Before a spring model of GaSb3 can be built, three choices have to be made: whether one spring constant will do for gallium, whether it may be kept when the volume changes, and which antimony neighbours the springs should run to. A slow push of the gallium off its site, here with a gradient-corrected density functional plus a dispersion correction, bears on all three. Because the four-atom cell repeats, the push moves every gallium atom in the crystal together, against antimony atoms that are held still.

GaSb3 (D0_3 type, four-atom cell, conventional a = 7.296 Å, 24.27 Å³ an atom), with Ga moved along Cartesian [1 0 0] and all else fixed. Ansatz 0.2.0, plane-wave PAW, scalar-relativistic PBE with D3(BJ), no spin polarisation, cutoff 420 eV, k mesh 12×12×12, Gaussian smearing 0.15 eV. Free energies are relative to the undisturbed cell; pressure is positive in compression.

```
displacement (Å)  energy change (eV a cell)  force along direction (eV/Å summed over the moved atoms)  pressure (GPa)
          -0.100                      0.009                                                     0.178            0.45
         -0.0333                      0.001                                                     0.059            0.39
               0                      0.000                                                     0.000            0.38
          0.0167                      0.000                                                    -0.029            0.38
          0.0500                      0.002                                                    -0.089            0.40
          0.0667                      0.004                                                    -0.118            0.41
          0.0833                      0.006                                                    -0.148            0.43
```

**The far left end, –0.100 Å.** Gallium has been pushed 0.1 Å to the negative side and feels a force of 0.178 eV/Å towards the positive side, that is, back home. Dividing force by distance gives a spring constant of 1.78 eV/Å². If that single number describes the whole well, the other forces and all the energies follow from it. With $x$ for the displacement, $F$ for the force along the direction, $E$ for the energy change and $k$ for the spring constant, the model reads

$$F=-kx,\qquad E=\tfrac12 kx^2 .$$

**Through the centre.** At zero displacement the force vanishes, as symmetry demands: the gallium site is a centre of inversion, so every antimony atom on one side has a twin on the other. A small shift brings gallium closer to one twin and takes it away from the other. The first-order gains and losses in energy cancel, and what survives is the second-order part, which grows as the square of the shift. The same symmetry makes a step to the left cost as much as a step to the right, so the larger energy in the first row only reflects a longer step.

Zero force alone would also be found on top of a hill. The neighbouring rows show a valley, since the energy rises and the force points home on both sides. The cubic surroundings of the site make the valley equally steep in every direction for small shifts. This holds for gallium moving as one block; whether the crystal is stable against other patterns of movement, or against a change of cell shape, has not been tested here.

**The row that seems to do nothing, 0.0167 Å.** The energy change is printed as 0.000 eV and the printed pressure is the same as at rest, yet the force is already –0.029 eV/Å. This is what the model requires. Close to the minimum a quantity that goes as the square of the distance is still tiny when one that goes as the distance itself is easily seen. Half of force times distance gives an energy of about 0.25 meV, and the unrounded energy of the calculation agrees.

**From 0.0500 Å outwards.** The row at 0.0500 Å is half as far out as the first row, and it makes the comparison simple. Doubling the distance doubles the force and quadruples the energy. Over all displaced rows the force divided by the distance, taken from forces less rounded than the printed ones, stays between 1.77 and 1.78 eV/Å², creeping up slightly as the step lengthens, so one constant serves to within one per cent up to 0.1 Å. It is not yet a vibration frequency, because in a real vibration the antimony atoms move too.

**The pressure column.** Pressure doesn't start from zero. The undisturbed cell already carries 0.38 GPa, for a reason that the data don't reveal, and most of the 0.45 GPa in the first row is this offset. The part that belongs to the displacement is the rise above it, which is also four times as large at 0.1 Å as at 0.05 Å. It goes as the square for the same reason as the energy: left and right are alike.

That there is a rise at all tells how the spring depends on volume. Pressure is the energy that a crystal would save by expanding, divided by the gain in volume. A displaced gallium atom adds the energy $E$, and if this energy falls when the cell grows, the cell pushes outwards. Theory turns this into an estimate. When the cell is stretched, the displacement stretches with it, so $x^2$ grows as the volume $V$ to the power 2/3, and the pressure rise $\Delta P$ obeys

$$\frac{V\,\Delta P}{E}=-\frac{d\ln k}{d\ln V}-\frac23 .$$

For the first row, the volume is 4 × 24.27 = 97.08 Å³ and the pressure rise is 0.0705 GPa. Since 1 eV/Å³ is about 160 GPa, their product is 0.043 eV, which is 4.8 times the displacement energy of 0.0089 eV. Adding 2/3 gives 5.5: a cell with one per cent less volume should hold its gallium about 5.5 per cent more stiffly. A likely reason, not tested here, is that repulsion between atoms steepens quickly as they are squeezed together. A second scan in a slightly smaller cell would test the estimate directly, and the table has none.

The pressure is an average over three directions, and the stresses behind it are unequal. In the first row the stress rises by 0.032 GPa along the push and by 0.090 GPa in each direction across it. The stretching of the displacement itself lowers the first figure by 2$E/V$, about 0.029 GPa, which explains only half of the gap. The spring therefore stiffens more when the cell is squeezed across the push than along it.

**Who pushes back.** The third choice, where to attach the springs, needs the forces on the antimony atoms, which the same calculation gives. Gallium has eight antimony neighbours at 3.16 Å, along the diagonals of the cube, and six more at 3.65 Å, along its edges. A spring model cut off after the nearest shell would leave the whole reaction to the eight. In the first row, however, the antimony atoms of the farther kind take 0.113 of the 0.178 eV/Å, and their share is about 64 per cent in every displaced row.

Geometry makes this more surprising. A spring along a diagonal works at a slant and contributes one third of its stiffness, so eight of them count as 8/3. Of the six edge springs, two are met head-on and count fully, while four are met sideways and hardly count, which makes 2. With equal springs the farther kind would therefore carry 2/(2 + 8/3), or 43 per cent. To reach the computed share with these contacts alone, and with springs that start at their natural length and resist only stretching and squeezing, each long spring would have to be about 2.3 times as stiff as a short one.

The stresses speak against that picture. If stiff head-on springs carried most of the load and steepened on compression, a squeeze along the push should stiffen the well most, and the opposite is found. Why the farther kind takes so much is still not settled. One possibility is that the contacts are under strain before gallium moves. A squeezed spring pushes an atom that slips sideways farther off, and a stretched one pulls it back, so squeezed short contacts and stretched long ones would both raise the share of the farther kind. Stiff, squeezed short contacts are also expected to give the larger stress across the push. Another lies in the way the forces are collected: each is a sum over a whole sublattice of antimony and includes atoms beyond the first two shells. The cell is also a metal, with no gap in any row, and its electrons may pass the force on in ways that springs between pairs do not capture. Moving a single gallium atom in a much larger cell would separate the contacts.

For the spring model, then, one constant is enough to describe gallium moving as one block along a cube axis at fixed volume, for shifts up to 0.1 Å. It should be allowed to stiffen on compression, and its springs have to reach past the nearest neighbours. The printed analysis after this text lists the ratios and shares used here.

Numerical output:

```
Energy and pressure rise:
      row  energy in meV  half force times distance in meV  pressure rise in MPa
     -0.1          8.874                               8.9                 70.48
  -0.0333         0.9812                            0.9824                  7.83
      0.0              0                                 0                     0
   0.0167         0.2467                            0.2463                  1.97
     0.05          2.213                             2.215                 17.65
   0.0667          3.941                             3.945                 31.39
   0.0833          6.151                             6.164                 48.93
Energy at 0.1 A over energy at 0.05 A: 4.01
Force at 0.1 A over force at 0.05 A (sizes): 2.009
Pressure rise at 0.1 A over rise at 0.05 A: 3.993
Smallest force per distance (eV/A^2): 1.766
Largest force per distance (eV/A^2): 1.78
Pressure rise at 0.1 A in percent of the starting pressure: 18.62
Volume times pressure rise over energy at 0.1 A: 4.812
Percent stiffening of the Ga force constant for 1 percent less volume: 5.479
Smallest share of the reaction on the 4b Sb (percent): 63.5
Largest share of the reaction on the 4b Sb (percent): 64.07
Share on the 4b Sb if all 14 contacts were equal central springs (percent): 42.86
Stiffness per long contact over short contact needed in that picture at 0.1 A: 2.32
Distance from Ga to the six 4b Sb (A): 3.648
```
